**Q:** I need the energy that it takes to pull silicon monoxide apart into its two atoms. The basis sets to choose from differ a lot in size. Which enlargement changes the answer most?

Hartree–Fock atomization energy of silicon monoxide (SiO) in six basis sets, computed with Ansatz 0.2.0, with RHF for the neutral singlet molecule. The Si–O distance is 1.54 Å in every row, from an MP2(full)/6-31G* geometry, and relativistic effects are not included.

```
      basis  functions  atomization energy less its quadruple-zeta value (kJ/mol)
     STO-3G         14                                                    -129.70
      6-31G         22                                                    -206.60
  6-31Gstar         34                                                     -35.60
cc-pV(D+d)Z         37                                                     -46.50
cc-pV(T+d)Z         69                                                      -4.50
cc-pV(Q+d)Z        119                                                       0.00
```

**A:** The step from 6-31G to 6-31Gstar, which adds d functions to both atoms. It raises the atomization energy by 171 kJ/mol, while the later step from double to triple zeta in the cc-pV family brings only 42. The zero in the last row is a choice of origin: every value is counted from the quadruple-zeta result, which is 454 kJ/mol.

The reason lies in what a bond does to an atom. A free silicon or oxygen atom holds its electrons in s and p shells around one centre. In the molecule each atom sits in the strong, one-sided field of its neighbour, and its charge cloud shifts and bends towards or away from the bond. An s function can be bent by mixing in some p, but a p function needs some d to follow the field in the same way. Without d functions the bonded atoms are too stiff, and the molecule comes out too high in energy.

**Q:** How do you know that the d functions help the bond? They might simply improve the atoms.

**A:** The atomization energy is the energy of the free atoms less the energy of the molecule. A new function that lowers both by the same amount leaves it unchanged, so only the difference of the two gains counts. The same runs give the molecule's total Hartree–Fock energy, and adding the atomization energy to it gives that of the atoms.

When the d functions enter, the molecule falls by 189 kJ/mol and the two free atoms together by only 18. The difference is the 171 of the first answer. The new functions therefore serve the molecule almost alone, as the picture of bent charge clouds requires.

This does not mean that silicon fills a d shell. Oxygen receives its d functions in the same step, and the gain of the pair cannot be assigned to one partner. What the functions supply is flexibility for electrons that remain mainly of s and p type.

**Q:** If the free atoms have no d electrons, why do they gain anything at all?

**A:** Part of the answer is a convention. From 6-31G to 6-31Gstar the number of functions grows from 22 to 34, which is six per atom, although a true d shell has five members. The sixth combination, x² + y² + z² times a Gaussian, is round and acts as one more s function. A free atom can use that.

The open p shells of the two atoms are also not round, and this allows a little mixing with d functions. Theory supports both causes, but the calculation does not separate them. With five-component d functions I would expect the atoms to gain less. The molecule would lose the same round functions, so much of that change should cancel in the atomization energy.

**Q:** STO-3G is the smallest set here, yet it lies closer to the quadruple-zeta value than 6-31G does. Is it the better choice of the two?

**A:** No. Its total energies are far worse: the molecule lies 117 eV higher in STO-3G than in 6-31G. Most of such an error belongs to the inner shells, which a minimal set describes crudely. Those shells hardly notice the bond, so nearly the same error appears in the free atoms and drops out of the difference.

What remains after this cancellation is the shift of −130 kJ/mol, against −207 for 6-31G. On going to 6-31G the free atoms gain about 77 kJ/mol more than the molecule does, and the atomization energy falls by that amount. The likely reason is that the larger set makes the free atoms more flexible without yet giving the molecule the d functions that it needs. An improvement that helps one side of a difference more than the other can make the difference worse.

The STO-3G row has a further flaw. Its closed-shell solution is not the lowest one in that basis, because the energy can drop further if electrons of opposite spin are allowed different orbitals. The other five rows pass this test. The smaller shift of STO-3G is thus a remainder of large errors, taken from a state that is not even the lowest.

**Q:** The same seems to happen again further down. The correlation-consistent double-zeta set has more functions than 6-31Gstar, but its atomization energy is lower. Is it a worse basis?

**A:** By total energy it is the better one. On going from 6-31Gstar to cc-pV(D+d)Z the molecule falls by 59 kJ/mol. The free atoms fall by 70, however, and so the atomization energy drops by 11. As before, both sides improve but the atoms gain more, here by a smaller margin.

One possible contribution is that atoms borrow from each other. In a molecule each atom can use its neighbour's functions to repair gaps in its own set, which a free atom cannot do. This strengthens the bond artificially, and the effect tends to be larger where the atoms are poorly described. It may flatter 6-31Gstar, but this is a guess; a test would compute each atom with the functions of its absent partner in place.

The practical lesson rests on all the rows. A lower total energy shows that a basis describes the molecule better, but it does not guarantee a better energy difference. In both cases where the order is upset, the total energy improves and the atomization energy moves away from the quadruple-zeta value. Within the correlation-consistent family, from double to quadruple zeta, the two improve together.

**Q:** How far is the quadruple-zeta value from what an infinitely large basis would give?

**A:** Probably about 1 kJ/mol, and 3 is a cautious figure. One gets there by assuming how the remaining error shrinks with the cardinal number L, which is 2, 3 and 4 for double, triple and quadruple zeta. Hartree–Fock orbitals are smooth between the nuclei, and their energy settles roughly exponentially. A common rule takes the error as proportional to (L + 1) exp(−9√L). A slower rule, 1/L³, belongs to electron correlation and serves here as the pessimistic choice.

Take the slower rule first. Between L = 3 and L = 4 the factor 1/L³ falls by 1/27 − 1/64 = 0.0214, and the computed atomization energy rises by 4.5 kJ/mol. What is left beyond L = 4 is proportional to 1/64 = 0.0156. The remaining rise is therefore 4.5 × 0.0156/0.0214 = 3.3 kJ/mol. The exponential rule, treated in the same way, leaves 0.6.

The double-zeta row took no part in this and can test both rules. The slower one predicts a rise of 18 kJ/mol from double to triple zeta, the exponential one 61, and the calculation gives 42. Neither rule is accurate here. The cancellation between molecule and atoms is not the only reason: the molecule's own energy falls by 110 and then by 24 kJ/mol, a much gentler decline than the exponential rule assumes. Such rules work best beyond double zeta. I would therefore keep 454 kJ/mol as it stands, with an uncertainty of a few units in the last digit from the basis, and add no extrapolated decimals.

**Q:** Then I can report a bond energy of 454 kJ/mol, good to about one percent?

**A:** You can report it as the Hartree–Fock value at a bond length of 1.54 Å. As a prediction for the real molecule it is wrong by far more than one percent. The measured atomization energy is roughly 800 kJ/mol, a recalled figure, so the calculation falls short by about 350. The last step in the basis, 4.5 kJ/mol, is tiny beside that.

The main cause is well understood. Hartree–Fock theory lets each electron feel only the average field of the others and leaves out how electrons avoid one another from moment to moment. This avoidance lowers the energy most for electrons of opposite spin that share the same region. Each free atom has two unpaired p electrons with parallel spins; in the molecule these four electrons are paired. The molecule therefore loses more than the atoms do when correlation is left out, and the bond looks too weak. A larger basis cannot repair this, because it only brings the result closer to the limit of an incomplete theory.

This matters wherever silicon is processed hot. Oxygen dissolved in a silicon melt leaves it as SiO vapour, and heated oxide films can lose material in the same form. At the melting point of silicon the thermal energy RT is about 14 kJ/mol, and an equilibrium vapour pressure depends exponentially on the reaction energy divided by RT. An error of 4.5 kJ/mol would change the pressure by a factor of exp(4.5/14), or about 1.4. An error of 350 that entered in full would change it by exp(25), more than ten powers of ten.

**Q:** Suppose I switch to coupled cluster, which includes correlation. May I keep the triple-zeta basis, since its shift is only 4.5 kJ/mol?

**A:** That shift vouches for the Hartree–Fock part alone. In coupled-cluster runs on the same molecule, the correlation energy still grows in size by 60 kJ/mol from triple to quadruple zeta, while the Hartree–Fock energy falls by only 24. The atoms' correlation energy grows too, so the 60 is not the error of the bond energy. One step earlier, from double to triple zeta, the two changes were 170 and 110 kJ/mol. The correlation part thus shrinks more slowly from step to step.

The difference comes from the shape of the wavefunction. Where two electrons meet, the exact wavefunction has a sharp crease, and products of smooth orbitals reproduce it only slowly, with functions of ever higher angular momentum. The Hartree–Fock wavefunction has no such crease. A basis that is large enough for the mean field may therefore be too small for correlation.

The coupled-cluster runs also carry a warning in all six bases: the T1 diagnostic, a measure of their single excitations, lies above its usual limit. No single or double excitation is strong in the quadruple-zeta set, however, so one determinant still dominates, and the warning asks for a check rather than for a different method at once. So I would test two things separately, the basis at the correlated level and the correlated method itself. Agreement between two bases settles only the first.
